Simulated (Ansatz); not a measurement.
# Redistribution: C3H10Si + C3H8Cd → SiH2(CH3)2 + C4H10Cd

Species: C3H10Si `CC[SiH2]C`, singlet; C3H8Cd `C[CH2][Cd][CH3]`, singlet; SiH2(CH3)2 (dimethylsilane), singlet; C4H10Cd `C[CH2][Cd][CH2]C`, singlet. The partners trade CH3 for H; both sit on C, so the bond types are kept.

Shapes, held fixed at every level: PBE0-D4/def2-TZVP. Flexible molecules stand in one conformer, not always the lowest. Programs: Ansatz 0.2.0. Electronic energies: no zero-point or thermal term.

| level | kind | ΔE (kJ/mol) | less CCSD(T)/def2-TZVPP |
| --- | --- | --- | --- |
| HF/def2-SVP | Hartree–Fock | +7.4 | +0.2 |
| wB97X-V/def2-TZVPP | range-separated hybrid | +9.0 | +1.8 |
| B2PLYP/def2-TZVPP | double hybrid | +6.2 | -1.0 |
| MP2/def2-SVP | perturbation theory | +5.0 | -2.2 |
| MP2/def2-TZVPP | perturbation theory | +7.0 | -0.2 |
| CCSD/def2-SVP | coupled cluster or CI | +5.3 | -1.9 |
| CCSD/def2-TZVPP | coupled cluster or CI | +7.5 | +0.3 |
| CCSD(T)/def2-TZVPP | coupled cluster or CI | +7.2 | 0.0 |

The highest level, CCSD(T)/def2-TZVPP, gives ΔE = +7.2 kJ/mol; the levels span +5.0 to +9.0. The column of differences is taken from that level and isn't an error. No measured value is set beside it here. For atoms past krypton def2 sets carry core potentials with scalar relativity. Outer-core shells of Cd are correlated in most correlated rows, in sets that cover them unevenly.

Every level makes the exchange endothermic, with +7.2 kJ/mol at CCSD(T)/def2-TZVPP: ethyl is better placed on silicon and methyl on cadmium. Since the bond types are kept, the energy measures how differently the two centres respond to a methyl group on the carbon they bind. The likely cause is the more polar Cd–C bond, whose carbon carries more carbanion character. An alkyl substituent generally disfavours such a carbon, and the less polar Si–C bond should feel this less. Attraction between silicon and the ethyl group's terminal carbon across the shorter Si–C bond may also contribute.

Enlarging the basis raises both the MP2 and CCSD values by more than the triples change the result in the larger basis, so basis incompleteness is probably a greater concern than missing higher excitations. The close match of HF/def2-SVP to the highest level therefore looks partly fortuitous, as correlation lowers the energy within that small basis. The preference is a relative one and says nothing about the absolute strength of either metal–carbon or silicon–carbon bonds.
